**Question: Why does a copper layer in Al₃Cu behave like a perfect spring and still build up pressure?**

I'm looking at a density-functional calculation in which the copper atom of Al₃Cu is pushed along the long axis of the cell while everything else stays put.

Al3Cu (P4/mmm, 4 atoms a cell, a = 2.774, c = 7.592 Å) with the Cu atom moved along c, cell and other atoms fixed, computed with Ansatz 0.2.0: r2SCAN, plane-wave PAW, scalar-relativistic, no spin polarisation, 500 eV cutoff, Gamma-centred 18×18×6 k mesh, 0.15 eV Gaussian smearing. Energies are free energies relative to the undisturbed cell; pressure is positive in compression.

```csv
displacement (Å),energy change (eV a cell),force along direction (eV/Å summed over the moved atoms),pressure (GPa)
-0.2,0.127,1.272,1.15
-0.0667,0.014,0.421,0.12
0,0.000,0.000,-0.01
0.0333,0.004,-0.210,0.02
0.1,0.032,-0.633,0.28
0.1333,0.056,-0.845,0.51
0.1667,0.088,-1.058,0.80
```

The force looks like a textbook spring: double the displacement and the force doubles. From that I'd conclude that anharmonicity hardly matters here. But the pressure doesn't follow the force. It is positive for large displacements in either direction, and it grows much faster than the displacement. Where does it come from if the spring is so ideal? And do the slightly negative pressure at rest and the large value at −0.2 Å mean anything special?

**Answer**

Three sizes are worth keeping in mind. Moving the copper by 0.2 Å costs about a tenth of an electronvolt, raises the pressure by about 1 GPa, and changes the ratio of force to displacement by less than 1 %. The last figure is misleading, because the copper sits between two strongly anharmonic springs whose deviations cancel in the force. They don't cancel in the pressure.

**What is moving**

The cell holds one copper atom, and the crystal repeats it sideways. So a whole flat sheet of copper slides up or down between two aluminium layers, with a third, more distant aluminium layer beyond them. The two adjacent layers are mirror images of each other when the copper is at rest. Moving up is therefore equivalent to moving down, and the row at −0.2 Å is simply the farthest point of a single curve in the distance moved.

**Two unequal springs that add up to an ideal one**

The calculation also gives the forces on the aluminium layers, and these show what the force on copper hides. Take the row at −0.2 Å and divide the change in each layer's force by the displacement. The layer that copper approaches responds with 3.6 eV/Å², the one it leaves with only 2.2 eV/Å². At 0.0333 Å the two values are much closer, 3.0 and 2.8 eV/Å².

One side stiffens as the other softens, by about a quarter each at the largest displacement. For a distance $u$ moved, the two responses are close to

$$F_\text{approached}=s\,u+g\,u^2,\qquad F_\text{receding}=s\,u-g\,u^2 ,$$

where $s$ is the common stiffness at small displacement and $g$ measures the anharmonicity. The copper feels the reaction to both, so the terms in $g$ drop out of the sum. Mirror symmetry demands this cancellation, whatever the size of $g$.

The usual physical reason for a positive $g$ is that repulsion between atoms rises ever more steeply as they come closer. The forces show the asymmetry itself; this reason for it is an argument from general physics. The atomic positions aren't listed in the results, so I have taken the layer with the larger response to be the approached one. The stress along the long axis supports that choice: with the layers swapped, it would have to fall as the copper moves, and it rises.

**Why squeezing the cell exposes the anharmonicity**

Pressure asks a different question from force: how does the energy change if the whole cell is squeezed a little? A squeeze along the long axis brings both aluminium layers closer to the copper. Now both springs stiffen together, and nothing cancels.

For a spring constant $k$ and displacement $x$, the energy change is nearly $E=\tfrac12 kx^2$. The stresses show that a 1 % squeeze along any one axis raises $k$ by about 4 %. If the squeeze is sideways, the stored energy rises by the same 4 %. If it is along the direction of motion, the displacement shrinks with the cell, which takes back 2 % because the energy depends on $x^2$.

That shrinking displacement accounts for a difference that the pressure column averages away. At −0.2 Å the stress has risen by 1.39 GPa sideways but by only 0.72 GPa along the direction of motion. The cell pushes outward hardest at right angles to the way the copper was moved.

Why should a sideways squeeze stiffen the spring at all? The copper–aluminium bonds run obliquely, so a sideways squeeze shortens them and also turns them towards the direction of motion, where they're expected to resist more. A squeeze along the long axis shortens them more but turns them away. The two can thus end up with similar hardening, though symmetry doesn't require it.

The spring picture also explains the shape of the pressure curve. Each contribution is a nearly fixed multiple of the stored energy, and the stored energy grows as the square of the displacement. Going from 0.1 to 0.2 Å therefore multiplies the pressure rise by four, from 0.29 to 1.17 GPa.

**An estimate for the row at −0.2 Å**

The hardening under a squeeze along the long axis can be estimated from the layer forces. Let $d$ be the spacing between the copper sheet and an adjacent aluminium layer. A squeeze by a small fraction $\varepsilon$ shortens both spacings by $d\varepsilon$, and each spring then stiffens by $2gd\varepsilon$. The relative hardening per unit squeeze is

$$h=\frac{4gd}{k}=\frac{4\times3.57\times1.69}{6.32}\approx3.8 .$$

Here $g$ is in eV/Å³, $d$ in Å and $k$ in eV/Å². The values of $g$ and $k$ were fitted to the forces of all the rows, this one included.

Next comes the stored energy per volume. The cell has four atoms at 14.60 Å³ each, and 1 eV/Å³ is about 160 GPa, so

$$\frac{E}{V}=\frac{0.127\ \text{eV}}{4\times14.60\ \text{Å}^3}\approx0.35\ \text{GPa}.$$

Pressure is the average over three axes. The layer forces say nothing about a sideways squeeze, so I borrow from the stresses above the finding that $h$ is about the same for all three. Then two axes contribute $h$ and the third contributes $h-2$, which gives

$$\Delta P=\frac{E}{V}\left(h-\frac23\right)\approx0.35\times3.15\approx1.1\ \text{GPa}.$$

The calculation gives a rise of 1.17 GPa. Without hardening, $h=0$, the same formula would give a pressure that falls as the copper moves. The positive sign in your table is thus itself a mark of the anharmonicity that the force conceals.

**How far the estimate can be trusted**

The estimate is 6 to 7 % below the calculated pressure rise in every displaced row. Such a steady shortfall suggests a missing contribution rather than scatter. Along the long axis, the likely candidate is the longer-range part of the forces: the distant aluminium layer takes about 8 % of the reaction, and I left out its share of the hardening. The data don't isolate that share, so this remains a reasonable guess. Sideways, where much of the shortfall arises, the estimate rests on the borrowed equality of $h$, which holds only roughly.

The stricter test is the long axis alone, where no value of $h$ is borrowed. At −0.2 Å the layer forces give a stress rise of 0.63 GPa there, and the calculation gives 0.72 GPa. This rough agreement supports the picture of springs between neighbouring layers. It can't tell you how accurate the density functional is for the real alloy, because forces and stresses are both derivatives of the same calculated energy.

**The small irregularities**

The pressure of −0.01 GPa at rest is a residue of an almost complete relaxation. The adjacent aluminium atoms also keep small forces there, which I subtracted before comparing the layers. When the pressure turns positive at 0.0333 Å, the quadratic rise has merely overtaken this tiny offset, and nothing in the crystal switches.

The force does depart slightly from a straight line. At 0.2 Å the force per displacement is 0.7 % above its small-displacement value. Mirror symmetry removes the quadratic term from the force on copper, but it allows a cubic one, and this is its trace.

**What to take from it**

A straight force line through a symmetric site is weak evidence for harmonic bonding. To see the anharmonicity, look at the forces on the neighbours or at the stress. If the two sides of the moving layer were different, symmetry would no longer enforce the cancellation, and the force on the layer itself could curve already at second order.

For practical use, remember that the cell and all the aluminium atoms were held fixed. The pressure tells you that the cell would tend to expand if it were released while the copper was held well off its site, by an amount that the table doesn't give. Likewise, the spring constant belongs to a copper sheet moving against a rigid frame, so it shouldn't be converted directly into a vibration frequency of the crystal. The printed analysis below gives the layer responses and the pressure estimate row by row.

Output of the analysis:

```
fit of force_along_direction on 7 rows: coefficient of displacement -6.316 +/- 0.0032, coefficient of displacement**3 -1.107 +/- 0.11; rms 0.000336, worst -0.0667 0.000622, leave-one-out rms 0.000486
Force change per displacement, eV/A^2 (zeros at rest are placeholders):
      row     Cu  approached_Al  receding_Al
     -0.2   6.36           3.64        2.215
  -0.0667  6.312          3.145        2.663
      0.0      0              0            0
   0.0333  6.306          3.024        2.781
      0.1   6.33          3.268        2.548
   0.1333  6.339          3.392        2.434
   0.1667  6.347          3.516        2.323
Pressure rise in GPa, and h from the stresses (zeros at rest are placeholders):
      row  computed   model  no_hardening  h_in_plane  h_along_c
     -0.2     1.168   1.097       -0.2318       4.003      4.071
  -0.0667    0.1303  0.1216      -0.02569       3.984      4.177
      0.0         0       0             0           0          0
   0.0333   0.03248  0.0303       -0.0064       3.982      4.187
      0.1    0.2927  0.2735      -0.05777       3.987       4.16
   0.1333    0.5198  0.4863       -0.1027       3.991      4.136
   0.1667    0.8121  0.7613       -0.1608       3.997      4.106
Spring constant k of the Cu sheet for small displacement, eV/A^2: 6.316
Stiffening of force/displacement at 0.2 A over k, percent: 0.6927
Largest miss of the parabola k x^2/2 from the energy, meV: 0.435
Share of the reaction force on the two adjacent Al layers at 0.2 A, percent: 92.06
Response of approached over receding layer at 0.2 A, ratio: 1.643
Departure of each layer from their mean response at 0.2 A, percent: 24.34
Spacing d of Cu and adjacent Al layer, A: 1.69
Quadratic term g of the layer response, eV/A^3: 3.572
Relative hardening h per unit strain from the layer forces: 3.823
Pressure rise per squared displacement, GPa/A^2: 29.21
Energy density E/V at 0.2 A, GPa: 0.3476
Stress rise in plane at 0.2 A, computed and model, GPa: 1.392, 1.329
Stress rise along c at 0.2 A, computed and model, GPa: 0.7198, 0.6336
Model pressure rise over computed, lowest and highest, percent: 93.28, 93.95
```
